**BeP quartet potential curves: Morse shape and method differences**

The table holds the energy of quartet BeP (σ¹π²) relative to the separated atoms at eight bond lengths, from unrestricted BP86, PBE, PBE0, SCS-MP2 and CCSD(T) in the def2-TZVP basis (PySCF, non-relativistic), with the T1 diagnostic. The program fits each curve with a Morse form pinned to the atoms and with a Morse form of free offset, and tests whether each method differs from CCSD(T) by a shift, a scale factor or a shift with a slope. The pinned form misfits by 0.005 to 0.016 eV rms, while the free form fits to the rounding and has its apparent limit above the atoms. The functionals bind about 1.8 times as deeply as CCSD(T) with force constants only 5 to 14% larger, so their difference is mainly a shift, and its slope divided by the force constant gives the shortening of the bond to within 0.001 to 0.003 Å. The PBE gap is not proportional to the spin on Be, and among the functionals the inversion of frontier levels appears only for BP86 and PBE at short bond length.

Calculated values. Energy of quartet BeP (unpaired electrons σ¹π²) against bond length, relative to the separated ground-state atoms at the same level. PySCF 2.14.0, def2-TZVP, non-relativistic, with the orbital occupation held fixed. The functionals use unrestricted Kohn–Sham; SCS-MP2 and CCSD(T) use unrestricted Hartree–Fock references and frozen cores.

## Script

```python
# Table: BeP quartet (sigma1 pi2) energy vs bond length, eV from separated atoms; PySCF, def2-TZVP,
# non-relativistic; UKS BP86/PBE/PBE0, UHF-based SCS-MP2 and CCSD(T), T1 diagnostic.
# Tested: Morse pinned to the atoms vs Morse with free offset; shift vs scale vs shift+slope error models.
T = {
    'r': [1.868, 1.951, 2.014, 2.076, 2.138, 2.221, 2.325, 2.45],  # Å
    'bp86': [-1.362, -1.559, -1.633, -1.66, -1.649, -1.593, -1.477, -1.299],  # eV
    'pbe': [-1.402, -1.597, -1.67, -1.694, -1.682, -1.623, -1.503, -1.322],  # eV
    'pbe0': [-1.352, -1.54, -1.606, -1.624, -1.604, -1.535, -1.402, -1.207],  # eV
    'scs_mp2': [-0.72, -0.927, -1.006, -1.036, -1.027, -0.971, -0.851, -0.667],  # eV
    'ccsd_t': [-0.596, -0.804, -0.885, -0.917, -0.912, -0.864, -0.759, -0.602],  # eV
    't1': [0.019, 0.02, 0.021, 0.021, 0.022, 0.023, 0.025, 0.026],
}
import numpy as np
from scipy.optimize import curve_fit
from scipy import constants as C
r = np.array(T['r']); M = ['bp86', 'pbe', 'pbe0', 'scs_mp2', 'ccsd_t']
E = {m: np.array(T[m]) for m in M}; t1 = np.array(T['t1']); cc = E['ccsd_t']
Eh = C.physical_constants['Hartree energy in eV'][0]
mu = 9.012182*30.97376/(9.012182+30.97376)*C.atomic_mass  # masses from the run outputs
A = lambda x, D, a, re: D*((1-np.exp(-a*(x-re)))**2-1)
B = lambda x, D, a, re, E0: E0+D*(1-np.exp(-a*(x-re)))**2
we = lambda k: np.sqrt(k*C.e*1e20/mu)/(2*np.pi*C.c*100)
rms = lambda v: np.sqrt(np.mean(v**2))
f = lambda v, d=3: ' '.join('%.*f' % (d, x) for x in v)
fitB = lambda x, y: curve_fit(B, x, y, p0=[2.2, 1.43, 2.09, y.min()], maxfev=20000)[0]
print('r (A):', f(r))
print('rounding: E max 0.0005 eV (rms 0.0003); r rounding x steepest CCSD(T) slope %.4f eV' % (0.0005*np.abs(np.diff(cc)/np.diff(r)).max()))
pa, pb, k = {}, {}, {}; rng = np.random.default_rng(0)
print('Morse pinned to atoms: D eV, a 1/A, re A, rms eV, worst eV at r')
for m in M:
    pa[m] = curve_fit(A, r, E[m], p0=[-E[m].min(), 1.8, 2.09], maxfev=20000)[0]
    d = E[m]-A(r, *pa[m]); i = np.abs(d).argmax()
    print(' %-7s %s  %.4f  %+.4f at %.3f' % (m, f(pa[m]), rms(d), d[i], r[i]))
print('Morse free offset: depth eV, re A, k eV/A2, we cm-1, D, a, E0+D eV, rms eV; sd from rounding')
for m in M:
    p = pb[m] = fitB(r, E[m]); k[m] = 2*p[0]*p[1]**2
    s = np.array([fitB(r+rng.uniform(-5e-4, 5e-4, len(r)), E[m]+rng.uniform(-5e-4, 5e-4, len(r))) for _ in range(60)])
    print(' %-7s %.3f %.4f %.2f %.0f %.2f %.2f %+.2f %.4f; sd re %.4f we %.1f E0+D %.2f' % (m, -p[3], p[2], k[m], we(k[m]), p[0], p[1], p[0]+p[3],
          rms(E[m]-B(r, *p)), s[:, 2].std(), we(2*s[:, 0]*s[:, 1]**2).std(), (s[:, 0]+s[:, 3]).std()))
print('CCSD(T) residuals pinned (eV):', f(cc-A(r, *pa['ccsd_t']), 4))
print('CCSD(T) residuals free (eV):  ', f(cc-B(r, *pb['ccsd_t']), 4))
out = {'bp86': (2.0871, 593.3), 'pbe': (2.0836, 598.6), 'pbe0': (2.0717, 617.5)}  # re, we from run outputs
print('free fit minus run output, re A / we cm-1:', '; '.join('%s %+.4f/%+.1f' % (m, pb[m][2]-v[0], we(k[m])-v[1]) for m, v in out.items()))
far = (-355.744254+14.62825+341.102992)*Eh  # PBE outputs: energy at 3.2178 A and atoms
print('PBE at 3.218 A (outside fits): run %.3f, pinned %.3f, free %.3f eV' % (far, A(3.2178, *pa['pbe']), B(3.2178, *pb['pbe'])))
print('PBE outputs a1=-2.977, a2=5.225; Morse needs a2=7/12 a1^2=%.3f; pinned Morse needs a1=%.2f'
      % (7/12*2.977**2, -pb['pbe'][2]*np.sqrt(k['pbe']/(-2*pb['pbe'][3]))))
print('harmonic zero-point energy (eV):', ' '.join('%s %.3f' % (m, we(k[m])/2*100*C.h*C.c/C.e) for m in M))
print('gap CCSD(T) minus method by row (eV; floor 0.001), fall first to last')
g = {m: cc-E[m] for m in M[:4]}; R = {}
for m in g: print(' %-7s %s  fall %.3f (%.0f%%)' % (m, f(g[m]), g[m][0]-g[m][-1], 100*(1-g[m][-1]/g[m][0])))
print('models: mean shift, rms | scale c, rms | slope eV/A, rms | re-re(CC) predicted, fitted A')
for m in g:
    c = cc@E[m]/(E[m]@E[m]); q = np.polyfit(r, g[m], 1); R[m] = (g[m].std(), rms(cc-c*E[m]))
    print(' %-7s %.3f %.3f | %.3f %.3f | %+.3f %.4f | %+.4f %+.4f' % (m, g[m].mean(), R[m][0], c, R[m][1], q[0],
          rms(g[m]-np.polyval(q, r)), q[0]/k[m], pb[m][2]-pb['ccsd_t'][2]))
print('ratio to CCSD(T), depth / k:', '; '.join('%s %.2f/%.2f' % (m, pb[m][3]/pb['ccsd_t'][3], k[m]/k['ccsd_t']) for m in g))
print('PBE0-PBE (eV):', f(E['pbe0']-E['pbe']))
print(' as % of PBE gap:', f(100*(E['pbe0']-E['pbe'])/g['pbe'], 0))
print('BP86-PBE (eV):', f(E['bp86']-E['pbe']))
spin = np.array([1.183, 1.138, 1.103, 1.067, 1.030, 0.978, 0.908, 0.818])  # PBE Be spin, run outputs
print('PBE Be spin falls %.0f%%; gap/spin (eV/e): %s' % (100*(1-spin[-1]/spin[0]), f(g['pbe']/spin, 2)))
# empty minus filled frontier level at the first four rows, eV, run outputs
lev = {'bp86': ([-5.032, -4.878, -4.770, -4.668], [-4.548, -4.620, -4.674, -4.728]),
       'pbe': ([-4.878, -4.722, -4.613, -4.510], [-4.477, -4.549, -4.602, -4.655]),
       'pbe0': ([-3.792, -3.640, -3.534, -3.434], [-5.486, -5.557, -5.609, -5.659])}
for m, (lu, ho) in lev.items(): print('empty-filled level, first 4 rows (eV) %-5s %s' % (m, f(np.array(lu)-np.array(ho), 2)))
print('T1: %.3f to %.3f, slope %.4f per A (rounding 0.0005)' % (t1[0], t1[-1], np.polyfit(r, t1, 1)[0]))
assert np.all(E['pbe'] < E['bp86']) and np.all(E['bp86'] < E['pbe0']) and np.all(E['pbe0'] < E['scs_mp2']) and np.all(E['scs_mp2'] < cc)
assert len({int(E[m].argmin()) for m in M}) == 1
assert all(np.all(np.diff(g[m]) < 0) for m in g) and np.all(np.diff(t1) >= 0)
assert R['pbe'][0] < R['pbe'][1]
```

It prints:

```
r (A): 1.868 1.951 2.014 2.076 2.138 2.221 2.325 2.450
rounding: E max 0.0005 eV (rms 0.0003); r rounding x steepest CCSD(T) slope 0.0013 eV
Morse pinned to atoms: D eV, a 1/A, re A, rms eV, worst eV at r
 bp86    1.661 1.675 2.080  0.0047  +0.0073 at 2.450
 pbe     1.695 1.674 2.077  0.0046  +0.0071 at 2.450
 pbe0    1.626 1.790 2.062  0.0070  +0.0110 at 2.450
 scs_mp2 1.037 2.231 2.068  0.0164  +0.0287 at 2.450
 ccsd_t  0.917 2.240 2.078  0.0126  +0.0215 at 2.450
Morse free offset: depth eV, re A, k eV/A2, we cm-1, D, a, E0+D eV, rms eV; sd from rounding
 bp86    1.660 2.0869 9.01 593 2.19 1.43 +0.53 0.0003; sd re 0.0002 we 0.8 E0+D 0.02
 pbe     1.694 2.0833 9.18 598 2.21 1.44 +0.52 0.0002; sd re 0.0003 we 0.8 E0+D 0.03
 pbe0    1.624 2.0710 9.78 617 2.35 1.44 +0.73 0.0003; sd re 0.0002 we 0.8 E0+D 0.03
 scs_mp2 1.037 2.0904 9.29 602 2.34 1.41 +1.31 0.0003; sd re 0.0003 we 0.7 E0+D 0.03
 ccsd_t  0.919 2.0965 8.57 578 1.77 1.56 +0.85 0.0005; sd re 0.0003 we 0.8 E0+D 0.02
CCSD(T) residuals pinned (eV): -0.0092 0.0139 0.0102 -0.0001 -0.0097 -0.0162 -0.0079 0.0215
CCSD(T) residuals free (eV):   -0.0002 0.0003 0.0004 -0.0003 -0.0004 -0.0004 0.0010 -0.0004
free fit minus run output, re A / we cm-1: bp86 -0.0002/-0.8; pbe -0.0003/-0.6; pbe0 -0.0007/-0.3
PBE at 3.218 A (outside fits): run -0.354, pinned -0.465, free -0.260 eV
PBE outputs a1=-2.977, a2=5.225; Morse needs a2=7/12 a1^2=5.170; pinned Morse needs a1=-3.43
harmonic zero-point energy (eV): bp86 0.037 pbe 0.037 pbe0 0.038 scs_mp2 0.037 ccsd_t 0.036
gap CCSD(T) minus method by row (eV; floor 0.001), fall first to last
 bp86    0.766 0.755 0.748 0.743 0.737 0.729 0.718 0.697  fall 0.069 (9%)
 pbe     0.806 0.793 0.785 0.777 0.770 0.759 0.744 0.720  fall 0.086 (11%)
 pbe0    0.756 0.736 0.721 0.707 0.692 0.671 0.643 0.605  fall 0.151 (20%)
 scs_mp2 0.124 0.123 0.121 0.119 0.115 0.107 0.092 0.065  fall 0.059 (48%)
models: mean shift, rms | scale c, rms | slope eV/A, rms | re-re(CC) predicted, fitted A
 bp86    0.737 0.020 | 0.521 0.058 | -0.112 0.0022 | -0.0124 -0.0095
 pbe     0.769 0.026 | 0.510 0.059 | -0.142 0.0021 | -0.0155 -0.0131
 pbe0    0.691 0.047 | 0.537 0.057 | -0.256 0.0025 | -0.0262 -0.0255
 scs_mp2 0.108 0.019 | 0.881 0.016 | -0.097 0.0071 | -0.0105 -0.0061
ratio to CCSD(T), depth / k: bp86 1.81/1.05; pbe 1.84/1.07; pbe0 1.77/1.14; scs_mp2 1.13/1.08
PBE0-PBE (eV): 0.050 0.057 0.064 0.070 0.078 0.088 0.101 0.115
 as % of PBE gap: 6 7 8 9 10 12 14 16
BP86-PBE (eV): 0.040 0.038 0.037 0.034 0.033 0.030 0.026 0.023
PBE Be spin falls 31%; gap/spin (eV/e): 0.68 0.70 0.71 0.73 0.75 0.78 0.82 0.88
empty-filled level, first 4 rows (eV) bp86  -0.48 -0.26 -0.10 0.06
empty-filled level, first 4 rows (eV) pbe   -0.40 -0.17 -0.01 0.15
empty-filled level, first 4 rows (eV) pbe0  1.69 1.92 2.08 2.22
T1: 0.019 to 0.026, slope 0.0123 per A (rounding 0.0005)
```
